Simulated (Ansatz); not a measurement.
# CHClFGeN (SMILES N#[C][GeH]([F])[Cl]): the electronic atomisation energy, rung by rung

The species is CHClFGeN (6 atoms), meant as a singlet with charge 0. As SMILES, `N#[C][GeH]([F])[Cl]`. The shape is that of a PBE0-D4/def2-TZVP optimisation.

Quantity: the electronic atomisation energy, in eV. The values are calculated. Electronic energies at fixed atoms, without zero-point motion or spin-orbit coupling.

```
            level                    kind  program  value (eV)
    B3LYP/cc-pVDZ           global hybrid   Ansatz       22.61
CAM-B3LYP/cc-pVDZ  range-separated hybrid   Ansatz       22.85
    HSE06/cc-pVDZ  range-separated hybrid   Ansatz       22.87
  wB97M-V/cc-pVDZ  range-separated hybrid   Ansatz       23.21
   B2PLYP/cc-pVDZ           double hybrid   Ansatz       22.47
 PBE-QIDH/cc-pVDZ           double hybrid   Ansatz       22.38
  RPA@PBE/cc-pVDZ                     RPA   Ansatz       19.86
 RPA@PBE0/cc-pVDZ                     RPA   Ansatz       20.53
```

All-electron rows without a relativistic Hamiltonian named are non-relativistic. The values span 19.86 to 23.21 eV.

All eight levels find the molecule strongly bound relative to its free atoms. The carbon–nitrogen triple bond should supply the largest single share, through one σ and two π bonds. Among the bonds to germanium, Ge–F should be the strongest, owing to its large ionic contribution.

The hybrids lie between 22.61 and 23.21 eV and the double hybrids just below them, while RPA drops to 19.86 eV on PBE orbitals and 20.53 eV on PBE0 orbitals. This low RPA result fits its known underbinding of molecules, probably from poorly described short-range correlation compounded by the small basis, and is no sign of unusually weak bonds here. The PBE0 reference recovers only part of the gap, so the choice of orbitals matters but doesn't account for the whole shortfall.

A large atomisation energy doesn't establish resistance to decomposition: loss of HF, HCl or HCN to leave a divalent germylene makes new strong bonds and could cost far less than separation into atoms.
